How much room does an atom take in a body-centred cubic metal compared with a close-packed one? Picturing the atoms as hard balls suggests a large difference. Touching balls fill space less well in bcc than in fcc, and the metal would swell by almost 9 %. The computed volumes below, with fcc as structure 1 and bcc as structure 2, show that this picture fails in every row.

Metals of groups 1 to 3 in fcc (structure 1) and bcc (structure 2), computed with Ansatz 0.2.0: PBEsol, plane-wave PAW, scalar-relativistic, no spin polarisation, cutoff 420 eV, Fermi-Dirac smearing of 0.1 eV. Volumes are per atom, from Birch-Murnaghan fits to energies extrapolated to zero smearing. The k mesh column gives the bcc mesh.

```csv
element,distinct k-meshes among the runs behind the row,Z,valence electrons,k mesh,"energy of structure 2 less structure 1, PBEsol (meV/atom)","volume of structure 1, PBEsol (Å³)","volume of structure 2, PBEsol (Å³)","volume of structure 2, PBEsol over volume of structure 1, PBEsol, less one (%)"
Li,21x21x21 / 14x14x14,3,1,21×21×21,4,20.16,20.24,0.4
Be,20x20x20 / 28x28x28,4,2,20×20×20,18,7.79,7.74,-0.6
Mg,14x14x14,12,2,14×14×14,18,22.72,22.48,-1.0
Sc,14x14x14 / 13x13x13,21,3,14×14×14,64,23.57,23.86,1.2
Y,13x13x13 / 12x12x12,39,3,13×13×13,108,30.79,31.35,1.8
Lu,13x13x13,71,3,13×13×13,118,27.10,27.88,2.9
```

The first step of a better estimate is to give the atom the same volume in both structures. For magnesium this means taking the fcc value, 22.72 Å³, as the bcc value too. The calculation gives 22.48 Å³, so the estimate is about 1 % too large, and this is its poorest result among the metals of groups 1 and 2.

What the metal keeps is thus its density, and the distance between neighbours gives way. An atom in fcc has twelve nearest neighbours, while one in bcc has eight. At equal volume those eight must sit about 3 % closer. Chemically this is reasonable, because the same valence electrons now bind fewer close neighbours. Six further neighbours also lie only about 15 % beyond the first eight, so bcc is less open than the count of eight suggests.

Theory gives a reason for the constant volume in a simple metal such as magnesium. Its valence electrons form a nearly uniform sea, whose energy depends on its density and hardly on where the ions sit. The electrostatic energy of ions in such a sea is also almost the same for the two lattices at equal volume. Both structures therefore have nearly the same curve of energy against volume, with nearly the same minimum.

Yttrium needs a second step, since its bcc form is 1.8 % larger than its fcc form. Here d electrons take part in the bonding, and bcc lies 108 meV per atom above fcc, against 18 meV in magnesium. Such a gap moves the minimum if it changes with volume. If squeezing the metal widens the gap, the bcc form can lower its energy by expanding a little.

The size of this shift follows from writing the bcc energy as the fcc energy plus a gap $D(V)$, where $V$ is the volume per atom. At the fcc minimum the fcc curve is flat, so only the slope of $D$ pushes the bcc form outwards, and its bulk modulus $B$ resists. The overlap of d orbitals falls steeply with distance, and the width of the d band varies roughly as $V^{-5/3}$. If the gap follows that width, the relative swelling is

$$\frac{\Delta V}{V}=-\frac{1}{B}\frac{dD}{dV}=\frac{5}{3}\,\frac{D}{BV}.$$

The product $BV$ is an energy that measures the stiffness of one atom's share of the metal. It is close to 8 eV in all three metals of group 3. A gap of 0.1 eV then gives $(5/3)\times0.1/8\approx0.02$, or **2 % of swelling for every 100 meV**. In this formula a larger gap or a smaller $BV$ means more swelling.

For yttrium the rule gives $2\,\%\times108/100\approx2.2\,\%$. Applied to the fcc volume, this makes $30.79\times1.022\approx31.5$ Å³ for bcc. The calculation finds 31.35 Å³. The estimate has the right direction and nearly the right size, although it needed only the fcc volume, the energy gap and the stiffness shared by the three metals of the group.

The full recipe is therefore equal volumes throughout, with the swelling added in group 3 only. Over the six metals its typical (rms) miss is 0.6 % of the fcc volume, against 1.6 % for equal volumes alone. No constant was adjusted to the volumes, but the stiffness came from the same bcc calculations, and the second step was confined to group 3 with the other rows in view. The printed output after this text lists each estimate.

Magnesium shows why the second step must stay with the d metals. Its bcc form also lies above fcc, yet it is the smaller of the two, so pressure favours bcc there, whereas in yttrium pressure favours fcc. Without d bonding, the gap has no reason to follow the width of a d band. Using the 2 % rule for magnesium would predict swelling where the calculation finds shrinkage. Lithium gives the opposite warning. It has no d bonding either, yet the 5/3 formula with its own stiffness yields 0.38 % against the computed 0.4 %. Its gap is only 4 meV and comes from two different k-meshes, and the match shows that agreement with the formula does not prove a d-band cause.

Lutetium marks the limit within group 3. Its gap is only slightly larger than that of yttrium, but it swells by 2.9 %, about half a point more than the rule allows. Misses of this size are near the numerical limits of the table. At the smearing used, the pressure of bcc yttrium vanishes near 31.5 Å³, about 0.4 % above the zero-smearing volume, and how far fcc shifts with it was not tested. The d-band argument thus agrees with the direction and rough size of the swelling and leaves such differences between neighbours open. That the gap really follows the band width is an assumption from theory, and three metals, whose swelling also rises steadily with atomic number, cannot establish it. The bcc runs do not confirm the exponent either. In scandium the smearing entropy, which follows the density of states at the Fermi level, rises by 16 % over a 23 % increase in volume, where a band narrowing as $V^{-5/3}$ at fixed filling would give 41 %. The factor 5/3 is best read as a rough size.

The rule needs the energy gap as an input and compares static lattices, so it does not give the volume change at a transition in hot metal. All the metals here except lithium are moreover hexagonal at room temperature, so the fcc value stands in for another close-packed form. The calculation also holds the bcc crystals in their symmetry, and some of them may be unstable against distortion when cold.

Numerical output:

```
Ingredients:
  row  bcc bulk modulus (GPa)  bulk modulus times volume (eV)  neighbour distance bcc over fcc  implied exponent  bcc zero-smearing correction (meV)
   Li                   13.93                           1.753                           0.9734             1.753                               8.022
   Be                     125                           6.079                             0.97            -2.026                               1.986
   Mg                      37                           5.247                           0.9686            -2.915                               6.561
   Sc                   55.28                           8.133                           0.9761             1.525                               39.44
    Y                   40.28                            7.74                           0.9779              1.29                               39.18
   Lu                   45.64                            7.72                           0.9813             1.897                               34.65
Estimates:
  row  swelling by 5/3 formula (%)  2 % per 100 meV (%)  bcc volume by full recipe (Å³)  recipe less computed (% points)
   Li                       0.3804                 0.08                           20.16                             -0.4
   Be                       0.4935                 0.36                            7.79                              0.6
   Mg                       0.5718                 0.36                           22.72                                1
   Sc                        1.312                 1.28                           23.87                             0.08
    Y                        2.326                 2.16                           31.46                             0.36
   Lu                        2.548                 2.36                           27.74                            -0.54
Hard spheres, bcc volume above fcc (%): 8.866
Equal volumes, neighbour distance bcc over fcc: 0.9721
Theory, mean swelling in group 3 per 100 meV (%): 2.121
Hard spheres, rms miss over all rows (% points): 8.195
Equal volumes, rms miss over all rows (% points): 1.56
Full recipe, rms miss over all rows (% points): 0.5697
Full recipe, largest miss over all rows (% points): 1
Group 3, rms miss of the 5/3 formula (% points): 0.3709
Group 3, rms miss of the pocket rule (% points): 0.3775
Group 3, rms miss of one constant fitted to the three rows (% points): 0.704
Group 2, rms miss if the pocket rule is wrongly used there (% points): 1.177
Largest energy gained by relaxing the volume (meV/atom): 3.246
```
